**4f radial moments of gadolinium ions: steps by shell**

The table holds ⟨r²⟩, ⟨r⁴⟩ and ⟨r⁶⟩ of the 4f shell for Gd to Gd11+ from radial Dirac-Fock calculations averaged over each configuration. The program converts ⟨r²⟩ into an apparent hydrogenic 4f charge and fits it to all twelve rows with one increment per removed shell (6s, 5d, 5p, 4f), comparing this with a quartic in the ionic charge, with uniform rescaling and with Slater's screening constants in the hydrogenic formula. The by-shell fit reproduces ⟨r²⟩ to 0.8 % rms against 2.0 % for the quartic, with Gd3+ as its worst row, and it misses the decline of the 4f and 5p increments with charge. Every step changes ⟨r⁴⟩ and ⟨r⁶⟩ faster than rescaling allows, and the shape ratios stay above the hydrogenic values. The output also gives the drop of the all-electron sum of r² and low-angle values of ⟨j₀⟩ from the moment series.

Gadolinium atom and free ions, Gd to Gd11+, computed with Radial Dirac-Fock and Kohn-Sham solver 2 at the Dirac-Fock average-of-configuration level, with a finite nucleus of rms radius 5.1569 fm. The moments <r²>, <r⁴> and <r⁶> are averages over the radial density of the open 4f shell.

## Analysis program

```python
# Table: 4f radial moments <r2>, <r4>, <r6> of Gd ions (radial Dirac-Fock solver, average of configuration).
# Tested: screened hydrogenic 4f with additive increments per removed shell, a smooth curve in charge,
# uniform rescaling of the shell, and the low-angle series of <j0>.
T = {
    'ion': ['Gd', 'Gd+', 'Gd2+', 'Gd3+', 'Gd4+', 'Gd5+', 'Gd6+', 'Gd7+', 'Gd8+', 'Gd9+', 'Gd10+', 'Gd11+'],
    'Z': [64, 64, 64, 64, 64, 64, 64, 64, 64, 64, 64, 64],
    'charge': [0, 1, 2, 3, 4, 5, 6, 7, 8, 9, 10, 11],  # e
    'N': [64, 63, 62, 61, 60, 59, 58, 57, 56, 55, 54, 53],
    'configuration': ['[Xe] 4f7 5d1 6s2', '[Xe] 4f7 5d1 6s1', '[Xe] 4f7 5d1', '[Xe] 4f7', '[Xe] 4f6', '[Kr] 4d10 4f6 5s2 5p5', '[Kr] 4d10 4f6 5s2 5p4', '[Kr] 4d10 4f6 5s2 5p3', '[Kr] 4d10 4f6 5s2 5p2', '[Kr] 4d10 4f5 5s2 5p2', '[Kr] 4d10 4f5 5s2 5p1', '[Kr] 4d10 4f5 5s2'],
    'mean_r2': [0.8918, 0.8904, 0.8868, 0.8671, 0.7623, 0.7363, 0.7125, 0.6907, 0.6703, 0.616, 0.6008, 0.5863],  # bohr²
    'mean_r4': [2.04, 2.021, 1.983, 1.82, 1.288, 1.16, 1.055, 0.9662, 0.8905, 0.7278, 0.6815, 0.6398],  # bohr⁴
    'mean_r6': [10.51, 10.16, 9.597, 7.83, 4.161, 3.367, 2.794, 2.362, 2.025, 1.44, 1.276, 1.138],  # bohr⁶
}
import re
import numpy as np
from math import factorial as f
from scipy.constants import physical_constants as pc
ion = T['ion']; q = np.array(T['charge'], float)
r2, r4, r6 = (np.array(T[k], float) for k in ('mean_r2', 'mean_r4', 'mean_r6'))
sh = ['6s', '5d', '5p', '4f']
def occ(c):
    d = {s: int(n) for s, n in re.findall(r'(\d[spdf])(\d+)', c)}
    if '[Xe]' in c: d['5p'] = 6
    return [d.get(s, 0) for s in sh]
O = np.array([occ(c) for c in T['configuration']], float)
rem = [sh[int(np.argmin(d))] for d in np.diff(O, axis=0)]
h = {k: f(8 + k) / f(8) * 2**k for k in (2, 4, 6)}   # hydrogenic 4f: <r^k> = h_k / Z^k
Z2, Z6 = (h[2] / r2)**0.5, (h[6] / r6)**(1 / 6)
A = np.c_[np.ones(len(q)), O[0] - O]
c = np.linalg.lstsq(A, Z2, rcond=None)[0]
ea = 100 * (h[2] / (A @ c)**2 / r2 - 1)
es = 100 * (h[2] / np.polyval(np.polyfit(q, Z2, 4), q)**2 / r2 - 1)
R4, R6 = r4 / r2**2, r6 / r2**3
print(f"hydrogenic 4f: <r2>={h[2]:.0f}/Z^2, r4/r2^2={h[4]/h[2]**2:.3f}, r6/r2^3={h[6]/h[2]**3:.3f}")
print("ion    Z(r2)  Z(r6)  r4/r2^2  r6/r2^3  <r2> error %: by shell, quartic in charge")
for i, n in enumerate(ion):
    print(f"{n:6s} {Z2[i]:5.2f}  {Z6[i]:5.2f}  {R4[i]:6.3f}  {R6[i]:7.2f}  {ea[i]:+6.2f} {es[i]:+6.2f}")
print(f"by-shell fit: Z(r2) = {c[0]:.2f} + " + " + ".join(f"{x:.3f} n({s})" for s, x in zip(sh, c[1:])))
for nm, e in (("by shell", ea), ("quartic in charge", es)):
    w = int(np.argmax(abs(e)))
    print(f"{nm} (5 parameters): rms {np.sqrt(np.mean(e**2)):.2f} %, worst {ion[w]} {e[w]:+.2f} %")
print(f"table rounding (Gd): r2 {0.005/r2[0]:.3f} %, r4 {0.05/r4[0]:.3f} %, r6 {0.5/r6[0]:.3f} %")
p = [100 * (x[1:] / x[:-1] - 1) for x in (r2, r4, r6)]
l2, l4, l6 = (np.diff(np.log(x)) for x in (r2, r4, r6))
dZ = np.diff(Z2)
print("step to, shell, change % r2 r4 r6, log slopes r4:r2 r6:r2 (rescaling: 2, 3), rise of Z(r2)")
for i, s in enumerate(rem):
    print(f"{ion[i+1]:6s} {s} {p[0][i]:6.2f} {p[1][i]:6.2f} {p[2][i]:6.2f}  {l4[i]/l2[i]:5.2f} {l6[i]/l2[i]:5.2f}  {dZ[i]:.3f}")
print(f"rounding makes the Gd+ slopes uncertain by up to about {100*(1e-4/r2[0])/abs(l2[0]):.0f} % from r2 alone")
kf = [i for i, s in enumerate(rem) if s == '4f']; kp = [i for i, s in enumerate(rem) if s == '5p']
print(f"rise of Z(r2), last/first: 4f {dZ[kf[1]]/dZ[kf[0]]:.2f}, 5p {dZ[kp[-1]]/dZ[kp[0]]:.2f}")
print(f"4f rise / next 5p rise: {dZ[kf[0]]/dZ[kf[0]+1]:.1f} (Gd4+), {dZ[kf[1]]/dZ[kf[1]+1]:.1f} (Gd9+)")
Zs = 64 - 46 - 0.35 * (O[:, 3] - 1)
print(f"Slater: Z={Zs[3]:.2f} for 4f7, <r2>={h[2]/Zs[3]**2:.2f} bohr^2 (Gd3+ {r2[3]:.3f}); rise 0.35 per 4f, 0 outer")
for a, b in ((0, 3), (0, 11)):
    print(f"{ion[a]} to {ion[b]}: r2 {100*(r2[b]/r2[a]-1):.1f} %, r4 {100*(r4[b]/r4[a]-1):.1f} %, r6 {100*(r6[b]/r6[a]-1):.1f} %")
# all-electron sum of r^2 (bohr^2), further output of the same runs, keyed by charge
S = {0: 86.778, 1: 60.3411, 2: 42.5218, 3: 35.1008, 6: 25.7065, 9: 18.9071, 11: 14.6352}
ks = sorted(S)
print("all-electron sum of r^2, drop per removed electron (bohr^2):")
print("  " + ", ".join(f"{a}-{b}+ {(S[a]-S[b])/(b-a):.2f}" for a, b in zip(ks, ks[1:])))
print(f"  Gd to Gd3+: {100*(S[3]/S[0]-1):.1f} %; 4f share Gd {100*O[0,3]*r2[0]/S[0]:.0f} %, Gd3+ {100*O[3,3]*r2[3]/S[3]:.0f} %")
a0 = pc['Bohr radius'][0] * 1e10
for s in (0.1, 0.2):
    Q = 4 * np.pi * s * a0
    t6 = Q**6 * r6 / 5040
    j0 = 1 - Q**2 * r2 / 6 + Q**4 * r4 / 120 - t6
    print(f"<j0> at s={s} 1/A: " + ", ".join(f"{ion[i]} {j0[i]:.3f}" for i in (0, 3, 4, 11)) + f"; r6 term <= {t6.max():.4f}")
assert all(np.all(x < 0) for x in p)
assert set(np.argsort(l2)[:2].tolist()) == set(kf)
assert np.all(l4 / l2 > 2) and np.all(l6 / l2 > 3)
assert np.all(R4 > h[4] / h[2]**2) and dZ[kf[0]] > 1
```

It prints:

```
hydrogenic 4f: <r2>=360/Z^2, r4/r2^2=1.467, r6/r2^3=2.966
ion    Z(r2)  Z(r6)  r4/r2^2  r6/r2^3  <r2> error %: by shell, quartic in charge
Gd     20.09  15.37   2.565    14.82   +0.04  -0.02
Gd+    20.11  15.45   2.549    14.39   -0.08  +1.10
Gd2+   20.15  15.60   2.522    13.76   +0.04  -1.09
Gd3+   20.38  16.14   2.421    12.01   -1.87  -3.45
Gd4+   21.73  17.93   2.216     9.39   +0.12  +3.88
Gd5+   22.11  18.58   2.140     8.43   +0.53  +1.66
Gd6+   22.48  19.16   2.078     7.72   +0.81  -0.26
Gd7+   22.83  19.71   2.025     7.17   +0.95  -1.68
Gd8+   23.17  20.22   1.982     6.72   +1.02  -2.59
Gd9+   24.17  21.40   1.918     6.16   -0.27  +2.29
Gd10+  24.48  21.84   1.888     5.88   -0.52  +1.11
Gd11+  24.78  22.26   1.861     5.65   -0.78  -0.86
by-shell fit: Z(r2) = 20.09 + 0.028 n(6s) + 0.425 n(5d) + 0.335 n(5p) + 1.150 n(4f)
by shell (5 parameters): rms 0.78 %, worst Gd3+ -1.87 %
quartic in charge (5 parameters): rms 2.02 %, worst Gd4+ +3.88 %
table rounding (Gd): r2 0.006 %, r4 0.025 %, r6 0.048 %
step to, shell, change % r2 r4 r6, log slopes r4:r2 r6:r2 (rescaling: 2, 3), rise of Z(r2)
Gd+    6s  -0.16  -0.93  -3.33   5.96 21.56  0.016
Gd2+   6s  -0.40  -1.88  -5.54   4.69 14.07  0.041
Gd3+   5d  -2.22  -8.22 -18.41   3.82  9.06  0.228
Gd4+   4f -12.09 -29.23 -46.86   2.68  4.91  1.356
Gd5+   5p  -3.41  -9.94 -19.08   3.02  6.10  0.380
Gd6+   5p  -3.23  -9.05 -17.02   2.89  5.68  0.366
Gd7+   5p  -3.06  -8.42 -15.46   2.83  5.41  0.352
Gd8+   5p  -2.95  -7.83 -14.27   2.72  5.13  0.345
Gd9+   4f  -8.10 -18.27 -28.89   2.39  4.04  1.000
Gd10+  5p  -2.47  -6.36 -11.39   2.63  4.84  0.304
Gd11+  5p  -2.41  -6.12 -10.82   2.58  4.69  0.301
rounding makes the Gd+ slopes uncertain by up to about 7 % from r2 alone
rise of Z(r2), last/first: 4f 0.74, 5p 0.79
4f rise / next 5p rise: 3.6 (Gd4+), 3.3 (Gd9+)
Slater: Z=15.90 for 4f7, <r2>=1.42 bohr^2 (Gd3+ 0.867); rise 0.35 per 4f, 0 outer
Gd to Gd3+: r2 -2.8 %, r4 -10.8 %, r6 -25.5 %
Gd to Gd11+: r2 -34.3 %, r4 -68.6 %, r6 -89.2 %
all-electron sum of r^2, drop per removed electron (bohr^2):
  0-1+ 26.44, 1-2+ 17.82, 2-3+ 7.42, 3-6+ 3.13, 6-9+ 2.27, 9-11+ 2.14
  Gd to Gd3+: -59.6 %; 4f share Gd 7 %, Gd3+ 17 %
<j0> at s=0.1 1/A: Gd 0.937, Gd3+ 0.939, Gd4+ 0.946, Gd11+ 0.958; r6 term <= 0.0002
<j0> at s=0.2 1/A: Gd 0.779, Gd3+ 0.783, Gd4+ 0.804, Gd11+ 0.843; r6 term <= 0.0115
```
